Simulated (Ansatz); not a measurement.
## W: the change of energy above lowest point with volume scale

All results are calculated (Ansatz 0.2.0). Free energy against uniform scaling of the volume at fixed shape and fractions; periodic cell, basis, potentials, k mesh and filling as listed.

The cell before it is scaled or strained (space group Im-3m, No. 229):
```
W
1.0
     -1.5823     1.5823     1.5823
      1.5823    -1.5823     1.5823
      1.5823     1.5823    -1.5823
W
1
Direct
  0.00000 0.00000 0.00000
```

Settings of every row: functional revPBE; dispersion none; potentials norm-conserving; wave cutoff 1006.8 eV; density cutoff 4027.3 eV; k mesh 13x13x13; k shift 0x0x0; occupations fermi dirac; smearing width 0.15 eV; spin none; SCF threshold exponent -5.

Limits: coarse k mesh, up to 40 meV an atom off; loose SCF threshold; no spin-orbit coupling, which can matter with elements this heavy.

```csv
row,volume scale,V (Å³/atom),energy above lowest point (meV/atom)
1,0.88,13.945,398.7
2,0.92,14.579,?
3,0.96,15.212,68.8
4,1,15.846,8.1
5,1.04,16.48,0
6,1.08,17.114,34.8
7,1.12,17.748,104.6
```

Question: what energy above lowest point should row 2 give?

Worked fit of energy above lowest point. Take u = (V_r/V)^(2/3) − 1 with V_r = 16.163 Å³ an atom, which is twice the finite (Eulerian) strain; such expansions in the strain, on which the Birch-Murnaghan equation of state is built, carry the rest volume and the bulk modulus. The shown rows have u = 0.10341, 0.04126, 0.01329, -0.01287, -0.0374, -0.06046. Least squares give energy above lowest point = −1.87 + 294.32 × u + 34222.4 × u² + 3772 × u³ meV/atom; a parabola predicts inner rows, each left out in turn, worse (root mean square 0.61 against 0.0064 meV/atom). All shown rows lie on it to the printed digit. Its lowest point lies at u = -0.0043, or V = 16.27 Å³ an atom, and the curvature there gives the bulk modulus at fixed shape and fractions, B = (4/9)(1 + u)² E″(u)/V = 297 GPa. The withheld row has u = 0.07118, so the fit gives −1.87 + 294.32 × (0.07118) + 34222.4 × (0.07118)² + 3772 × (0.07118)³ = 193.8 meV/atom.

The calculation gave 194.1 meV/atom. The fit lies 0.3 meV/atom (0.075 % of the column's range) below it; its largest miss of a shown row is 0.0 meV/atom.
